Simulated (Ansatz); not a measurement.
A series in volume per atom on BiS

Plane-wave density functional theory, PAW datasets, Gaussian smearing 0.05 eV: one cell in which all forces lie under 0.002 eV/angstrom; stress (xx yy zz yz xz xy) and pressure positive in compression; site moments are of spin alone; formation energy from the elements run alike, uncorrected. The results are calculated, by Ansatz 0.2.0.

Cell of the first row (space group F-43m, No. 216):
```
CELL_PARAMETERS angstrom
0.00000 3.12600 3.12600
3.12600 0.00000 3.12600
3.12600 3.12600 0.00000
ATOMIC_POSITIONS crystal
Bi 0.00000 0.00000 0.00000
S 0.25000 0.25000 0.25000
```

Settings of every row: paw set soft_2; functional PBEsol; spin treatment none; moment partition spheres; spin axis none; wave cutoff 420 eV; k mesh 8x8x8; SCF start atoms; lower state search light; symmetry use detected.

Atom first moment, atom hubbard u: 0 on all atoms.

Limits: formation energy without spin-orbit coupling on heavy elements; the cell comes from a prototype or a list of computed structures and needn't be the stable phase.

| row | volume per atom (Å³) | formation energy (eV per atom) | pressure (GPa) | energy above relaxed cell (meV per atom) |
| --- | --- | --- | --- | --- |
| 1 | 30.547 | 0.1698 | 4.583 | 35.16 |
| 2 | 31.48 | ? | ? | ? |
| 3 | 31.904 | 0.1424 | 1.997 | 7.74 |
| 4 | 32.569 | 0.1364 | 0.923 | 1.76 |
| 5 | 33.233 | 0.1346 | -0.041 | 0 |
| 6 | 33.898 | 0.1367 | -0.906 | 2.04 |
| 7 | 34.563 | 0.1421 | -1.683 | 7.47 |

Question: what formation energy and pressure should row 2 give?

Worked fit of formation energy. Take u = (V_r/V)^(2/3) − 1 with V_r = 32.901 Å³ an atom, which is twice the finite (Eulerian) strain; such expansions in the strain, on which the Birch-Murnaghan equation of state is built, carry the rest volume and the bulk modulus. The shown rows have u = 0.05074, 0.02073, 0.00678, -0.00667, -0.01971, -0.03232. Least squares give formation energy = 0.135 + 0.132 × u + 10.911 × u² eV per atom; a straight line predicts inner rows, each left out in turn, worse (root mean square 0.0078 against 4.7e-05 eV per atom). The rows lie off it by 0.0000, 0.0000, 0.0000, 0.0000, 0.0001, 0.0000. The withheld row has u = 0.02987, so the fit gives 0.135 + 0.132 × (0.02987) + 10.911 × (0.02987)² = 0.1487 eV per atom.

The calculation gave 0.1486 eV per atom. The fit lies 0.0001 eV per atom (0.28 % of the column's range) above it, one unit of the last digit.

Worked fit of pressure. Take u = (V_r/V)^(2/3) − 1 with V_r = 32.901 Å³ an atom, which is twice the finite (Eulerian) strain; such expansions in the strain, on which the Birch-Murnaghan equation of state is built, carry the rest volume and the bulk modulus. The shown rows have u = 0.05074, 0.02073, 0.00678, -0.00667, -0.01971, -0.03232. Least squares give pressure = 0.4282 + 71.545 × u + 196.95 × u² + 133.8 × u³ GPa; a parabola predicts inner rows, each left out in turn, worse (root mean square 0.003 against 0.001 GPa). The rows lie off it by 0.000, 0.000, 0.001, -0.001, 0.000, 0.000. The pressure vanishes at u = -0.0061, or V = 33.2 Å³ an atom, and there the bulk modulus at fixed shape and fractions is B = −V dP/dV = (2/3)(1 + u) dP/du = 45.8 GPa. The withheld row has u = 0.02987, so the fit gives 0.4282 + 71.545 × (0.02987) + 196.95 × (0.02987)² + 133.8 × (0.02987)³ = 2.745 GPa.

The calculation gave 2.744 GPa. The fit lies 0.001 GPa (0.016 % of the column's range) above it, one unit of the last digit.

The other values of row 2: energy above relaxed cell 13.98 meV per atom.
